Squeezing or stretching a single layer of SnSe₂ by 4 % in both in-plane directions costs about 35 meV per atom and moves its band gap by one to two tenths of an electronvolt. Strains of that size are large for a real film, where 1 % is a more usual concern. Can the behaviour at 1 % be worked out from the larger strains alone, and does it make a difference there whether the layer is squeezed or stretched?

Single 1T layer of SnSe₂ under equal strain along both in-plane directions, computed with Ansatz 0.2.0 (HSE06, plane-wave PAW, 420 eV cutoff, 6×6×1 k mesh, no spin polarisation). The atoms were relaxed with r2SCAN at each strain. Changes and energy rises are counted from the unstrained r2SCAN cell, with in-plane vectors of 3.835 Å.

| strain (%) | band gap (eV) | band gap change (eV) | least direct gap change (eV) | energy rise per atom (meV) |
| --- | --- | --- | --- | --- |
| -4 | 1.290 | -0.196 | -0.010 | 34.4 |
| -3 | 1.349 | -0.137 | -0.003 | 17.9 |
| -2 | 1.400 | -0.086 | 0.001 | 6.9 |
| -1 | ? | ? | ? | ? |
| 1 | ? | ? | ? | ? |
| 2 | 1.554 | 0.068 | -0.008 | 10.7 |
| 3 | 1.585 | 0.099 | -0.012 | 21.7 |
| 4 | 1.610 | 0.124 | -0.019 | 36.3 |

Strain is the relative change of the in-plane lengths, negative for compression. It is equal along both in-plane directions, and the layer stands in vacuum, so the slopes below are not pressure coefficients of a bulk crystal. Every change is counted from the unstrained cell, whose gap is 1.290 + 0.196 = 1.486 eV.

### From −4 to −2 %: the gap opens quickly

At −4 % the band gap has lost 0.196 eV, while the least direct gap has lost only 0.010 eV. The band gap is indirect: its two edges lie at different wave vectors k. If strain simply pushed the whole conduction band away from the whole valence band, both gaps would move by the same amount. They do not, so strain must mainly shift states at different k relative to each other.

The difference between the two gaps has an exact meaning. It is the height of the conduction band, at the k of the direct gap, above its own minimum, plus the depth of the valence band at that k below its own maximum. Compression by 4 % increases this sum by 0.186 eV, which is nearly the whole loss of the indirect gap.

The k points of the runs show which band is at work. The conduction minimum and the least direct gap both lie at M, the middle of an edge of the Brillouin zone, so the first part of the sum is zero. What grows under compression is the height of the valence maximum, which lies between Γ and M, above the valence state at M.

Theory offers a likely reason. When atoms move closer, their orbitals overlap more and bands tend to spread over a wider range of energy. The top of the valence band then moves towards the conduction minimum, even though the separation at M hardly changes.

### From +2 to +4 %: the gap opens slowly

Stretching continues the trend with less force. Between −4 and −3 % the gap grows by 0.059 eV per percent, between +3 and +4 % by only 0.025. Overlap falls off steeply with distance, so each further percent of stretching removes less of it than the percent before. That fits the direction of the flattening, but it is not the only source. The direct gap at M also changes: it adds 0.007 eV to the step at the compressed end and takes 0.007 eV off the step at the stretched end. This makes up about two fifths of the difference between the two steps.

The energy seems simpler at first. It rises by 34.4 meV per atom at −4 % and by 36.3 at +4 %, almost like a parabola centred on the unstrained cell. At 2 %, however, stretching costs about one and a half times as much as compression. The near symmetry at 4 % must therefore come from two effects that oppose each other.

One of them is a mismatch of methods. Cell and atoms were relaxed at the r2SCAN level, but the energies come from HSE06, under which neither need be at rest. In the unstrained layer the Se atoms still feel HSE06 forces of about 0.16 eV/Å. Leftover stress and these forces together add a term proportional to the strain, which here makes stretching dearer and compression cheaper. The other effect is anharmonicity: atoms resist being pushed together more than being pulled apart. It grows with the cube of the strain and favours stretching.

### The middle: reasoning towards ±1 %

With ε for the strain in percent, the energy rise per atom can be written as aε + bε² + cε³. There is no constant, because the rise is zero at ε = 0 by definition. A least-squares fit to the six known rows gives a = 1.17, b = 2.21 and c = −0.058, in meV per atom.

At +4 % the linear term contributes +4.7 meV and the cubic term −3.7 meV, so they nearly cancel. At +1 % the cubic term has shrunk 64-fold and the linear term only fourfold. The estimate is 1.17 + 2.21 − 0.06 ≈ 3.3 meV per atom. For −1 % the linear and cubic terms change sign, which leaves about 1.1.

The same kind of series for the change of the gap, fitted to the same six rows, has a slope of 0.038 eV per percent at zero strain and a square term of −0.0022 eV. Its cubic term is negligible at 1 %. The forecasts are:

- **Band gap change:** −0.041 ± 0.002 eV at −1 % and +0.036 ± 0.002 eV at +1 %.
- **Energy rise per atom:** 1.1 ± 0.2 meV at −1 % and 3.3 ± 0.2 meV at +1 %, a ratio of about three.
- **Least direct gap:** within 0.006 eV of its unstrained value in both rows, since it has changed by only 0.001 eV at −2 % and by −0.008 eV at +2 %.

The ranges are judgements. They are wider than the rounding of the table, to allow for small unevenness between the runs and for terms left out of the series.

The withheld rows as computed:

| strain (%) | band gap (eV) | band gap change (eV) | least direct gap change (eV) | energy rise per atom (meV) |
| --- | --- | --- | --- | --- |
| -1 | 1.444 | -0.042 | 0.000 | 1.1 |
| 1 | 1.521 | 0.035 | -0.004 | 3.4 |

### What the two rows say

All six values fall inside their ranges. The energy is the sharper test, because a parabola centred on the unstrained cell would have given 2.2 meV per atom for both rows. The calculation gives 1.1 and 3.4, so stretching by 1 % costs about three times as much as compressing by 1 %. The forecast for +1 % was 0.1 meV too low, and that for −1 % was right to the printed digit.

The two rows also separate the effects by simple arithmetic. Their mean, (1.1 + 3.4)/2 ≈ 2.2 meV, is the ordinary elastic cost. Half their difference, (3.4 − 1.1)/2 ≈ 1.2 meV, is almost purely the linear term. In this sense the smallest strains reveal most clearly that the starting cell is not at rest under HSE06.

The fitted curve has its minimum at a compression of about 0.3 %. This holds for atoms placed by r2SCAN, and a full relaxation with HSE06 could move it. Anyone who takes a stiffness from such a curve should allow for the linear term, and strains of both signs separate it most simply.

The gap changes by −0.042 eV at −1 % and by +0.035 eV at +1 %. Both values lie between 0.001 and 0.002 eV below the fitted curve, which is more than rounding explains. One possible source is the unstrained run, from which every change is counted. If its gap were slightly too high, both values would fall below a curve that is forced through zero. The least direct gap again stays almost still, so at small strain too the gap changes mainly because states at different k shift relative to each other. The valence maximum stands 0.400 eV above the valence state at M at −1 %, and only 0.319 eV above it at +1 %. That orbital overlap causes this change is expected from theory, not computed here.

The absolute gap is less certain than its change. The valence maximum was located with PBE and its energy then computed with HSE06, so a maximum that lies elsewhere under HSE06 would make the gap slightly smaller than printed. Spin–orbit coupling is left out and could also shift the gap.
